In a crystal with a threefold axis, the points of the Brillouin zone that lie on that axis are special: a rotation by a third of a turn leaves them in place. Two such points in this lithium zirconium antimony arsenide are Gamma, the centre of the zone, and T, on its boundary. How much can be said about the bands at these two points from the corners of the band path that lie off the axis?

Bands of Li2ZrSbAs6 (space group R3, unrelaxed 10-atom cell), computed with Ansatz 0.2.0 using r2SCAN, plane waves and generated PAW datasets. The calculation is scalar-relativistic and without spin polarization, with a 500 eV cutoff, a 6×6×6 k-mesh through Gamma and Fermi–Dirac filling of width 0.0232 eV.

| k-point | coordinates (reciprocal vectors of the computed cell, not always the standard one) | band v3 (eV from the Fermi level) | band v2 (eV from the Fermi level) | band v1 (eV from the Fermi level) | band c1 (eV from the Fermi level) | band c2 (eV from the Fermi level) | c1 less v1 (eV) |
| --- | --- | --- | --- | --- | --- | --- | --- |
| Gamma | 0 0 0 | ? | ? | ? | ? | ? | ? |
| T | 0 0 -0.5 | ? | ? | ? | ? | ? | ? |
| H_2 | -0.264 -0.264 -0.5 | -0.41 | -0.32 | -0.09 | 0.26 | 0.65 | 0.35 |
| H_0 | -0.264 -0.473 -0.236 | -0.41 | -0.32 | -0.09 | 0.26 | 0.65 | 0.35 |
| L | -0.5 0 0 | -0.03 | 0.13 | 0.62 | 0.79 | 1.25 | 0.17 |
| S_0 | -0.368 -0.368 0 | -0.50 | -0.30 | 0.13 | 0.34 | 0.93 | 0.21 |
| S_2 | -0.264 -0.368 -0.368 | -0.50 | -0.30 | 0.13 | 0.34 | 0.93 | 0.21 |
| F | 0 -0.5 -0.5 | -0.81 | -0.60 | 0.03 | 0.15 | 0.80 | 0.12 |

Band v1 is the highest one that is filled at some point of the calculation's mesh, c1 is the next one up, and v2, v3 and c2 continue the count on either side. The letters v and c don't mark a semiconductor. Band v1 lies below the Fermi level at H_2, at −0.09 eV, and above it at L, at 0.62 eV, so it is only partly filled and the crystal is a metal. The electron count demands this: the cell holds an odd number of electrons, and in a calculation without spin each band takes two.

The energy of a band changes through the zone because a Bloch wave gives the orbitals of neighbouring cells different phases. A neighbour displaced by the lattice vector R, together with its partner on the opposite side, adds a term proportional to cos(k·R). Here three equally long, oblique lattice vectors lead from one layer to the next, and symmetry gives them the same weight. Only the sum of their cosines matters: it is 1 at L, −1 at F, 3 at Gamma and −3 at T.

The known corners suggest that this sum is useful. All five bands lie higher at L than at F, by between 0.45 and 0.78 eV. H_0 and H_2 are copies of each other by symmetry, as are S_0 and S_2, so there are four distinct known points. A straight line in the cosine sum, fitted to these four for v1 and again for c1, stays within 0.1 eV of them. With so few points, this agreement could be an accident.

Following the lines out to the axis is another matter. For c1 at T the line gives 0.48 − 3 × 0.31 = −0.45 eV, which is below the Fermi level. Yet c1 is by definition filled at no mesh point, and a 6×6×6 mesh through Gamma contains T. Bands numbered by energy also cross and exchange character, so one cosine can't be trusted far out, and I hold each line flat beyond the known range.

For v1 at Gamma this means using the value of the line at a sum of 1, which is 0.27 + 0.33 × 1 = 0.60 eV. Had the line gone on to 3, it would have risen by a further 2 × 0.334 = 0.67 eV, and this shift serves as the error bar. The bar has a blind spot. Cells side by side within a layer contribute a second cosine sum, which lies between −1.4 and −1 at the known points but is 3 at both Gamma and T. A term of this kind could shift both points together, unseen and by more than the error bar.

Symmetry allows a sharper forecast. At Gamma and T, a third of a turn multiplies a state by 1 or by one of two complex numbers that are conjugates of each other. Time reversal turns a state with one complex factor into a state with the other, at the same energy, because it leaves these two points in place as well. Such states therefore come in pairs, while those with the factor 1 stay single. At the other corners the rotation leads to a different point, so no pair is enforced, and indeed no two neighbouring bands coincide there.

The bands near the Fermi level should be mainly arsenic p states; this is a chemical argument, not a result of the table. The p orbitals of the six arsenic atoms then supply six single levels and six pairs. If these are stacked in random order, five neighbouring bands contain at least one complete pair with a chance of roughly nine in ten. The forecasts, in eV from the Fermi level, are:

- Gamma: v1 about 0.6 ± 0.7, c1 about 0.8 ± 0.6.
- T: v1 about −0.1 ± 0.7, c1 about 0.2, within a range of about 0 to 0.8.
- Both points: at least one pair of neighbouring bands coincides; which pair is left open.

The withheld rows as computed:

| k-point | coordinates (reciprocal vectors of the computed cell, not always the standard one) | band v3 (eV from the Fermi level) | band v2 (eV from the Fermi level) | band v1 (eV from the Fermi level) | band c1 (eV from the Fermi level) | band c2 (eV from the Fermi level) | c1 less v1 (eV) |
| --- | --- | --- | --- | --- | --- | --- | --- |
| Gamma | 0 0 0 | 0.82 | 0.82 | 1.07 | 1.28 | 1.28 | 0.21 |
| T | 0 0 -0.5 | -0.57 | 0.13 | 0.13 | 1.36 | 1.36 | 1.23 |

The pairs are there. Each point has two of them: v3 with v2 and c1 with c2 at Gamma, v2 with v1 and c1 with c2 at T. The cell was made by swapping elements and wasn't relaxed, and its contacts from zirconium and antimony to arsenic are short. Because the pairing rests on symmetry, it would survive a relaxation that keeps the threefold axis, although the energies would move. Spin-orbit coupling, which the calculation omits, would split the pairs.

Three of the four energies fall within their error bars, but these bars are wide. At Gamma both v1 and c1 lie about 0.5 eV above the forecast. There the flattening was too cautious, since the continued line would have put v1 at 1.27 eV, closer to the computed 1.07 eV. At T the flattening helped: v1 comes out 0.2 eV above the forecast, whereas the continued line would have been far too low.

The clear failure is c1 at T. It lies at 1.36 eV, well above the forecast range and higher than at any other point in the table. All four computed energies exceed their forecasts, as they would if the unseen in-plane term raised both points. Such a term can't be the whole story, however. It would raise c1 equally at both points, yet c1 lies 0.5 eV above the forecast at Gamma and 1.2 eV above it at T.

What the forecast lacked was room for a wide step between neighbouring bands. Off the axis, all states at a given point can mix, and mixing pushes close levels apart, which tends to even out the ladder of energies. On the axis, states with different rotation factors can't mix, so levels may lie close together or leave wide openings. This may be why the corners off the axis are a poor guide to the spacings on it, but the support is thin: at F, off the axis, the steps still range from 0.12 to 0.65 eV. Nor does the argument explain why the wide step occurs at T and not at Gamma. The table shows only how it arises: the upper pair, c1 with c2, has nearly the same energy at both points, while each of the three bands below it is lower at T than at Gamma by more than half an electronvolt. The rise of c1 with the oblique sum, on which its forecast was built, is thus absent between these two points.

That step, 1.23 eV between v1 and c1, isn't a band gap. At T both v1 and v2 lie 0.13 eV above the Fermi level and are practically empty, so the step only separates empty states from other empty states. The crystal is a metal in this spinless calculation because v1, v2 and v3 each lie above the Fermi level at some points and below it at others; magnetic order wasn't tested. The printed output below gives the fits and the spacings at every point.

The analysis program printed:

```
fit of v1 on 4 rows (distinct > 0.5): constant 0.2707 +/- 0.049, coefficient of gc 0.3342 +/- 0.058; rms 0.0648, worst F -0.0935, leave-one-out rms 0.155
  rows outside the fit (model, value, miss): Gamma 0.6049, 1.07, -0.465; T -0.06355, 0.13, -0.194; H_0 -0.006916, -0.09, 0.0831; S_2 0.1535, 0.13, 0.0235
fit of c1 on 4 rows (distinct > 0.5): constant 0.4757 +/- 0.019, coefficient of gc 0.3088 +/- 0.023; rms 0.0254, worst H_2 -0.0388, leave-one-out rms 0.0557
  rows outside the fit (model, value, miss): Gamma 0.7845, 1.28, -0.495; T 0.1669, 1.36, -1.19; H_0 0.2192, 0.26, -0.0408; S_2 0.3674, 0.34, 0.0274
error bar of the v1 forecasts (eV): 0.6684
error bar of the c1 forecasts (eV), at T cut off below at about zero: 0.6176
v1 at Gamma if the line went on (eV): 1.273
v1 at T if the line went on (eV): -0.732
c1 at T if the line went on (eV): -0.4507
v3 at L less v3 at F (eV): 0.78
c2 at L less c2 at F (eV): 0.45
overlap, v1 at L less c1 at F (eV): 0.47
chance of at least one full pair among five bands: 0.9167
cosine sums and spacings of neighbouring bands (eV):
    row  oblique sum  in-plane sum  v2 less v3  v1 less v2  c1 less v1  c2 less c1
  Gamma            3             3           0        0.25        0.21           0
      T           -3             3         0.7           0        1.23           0
    H_2      -0.8243         -1.16        0.09        0.23        0.35        0.39
    H_0      -0.8306        -1.155        0.09        0.23        0.35        0.39
      L            1            -1        0.16        0.49        0.17        0.46
    S_0      -0.3507        -1.439         0.2        0.43        0.21        0.59
    S_2      -0.3507        -1.439         0.2        0.43        0.21        0.59
      F           -1            -1        0.21        0.63        0.12        0.65
```
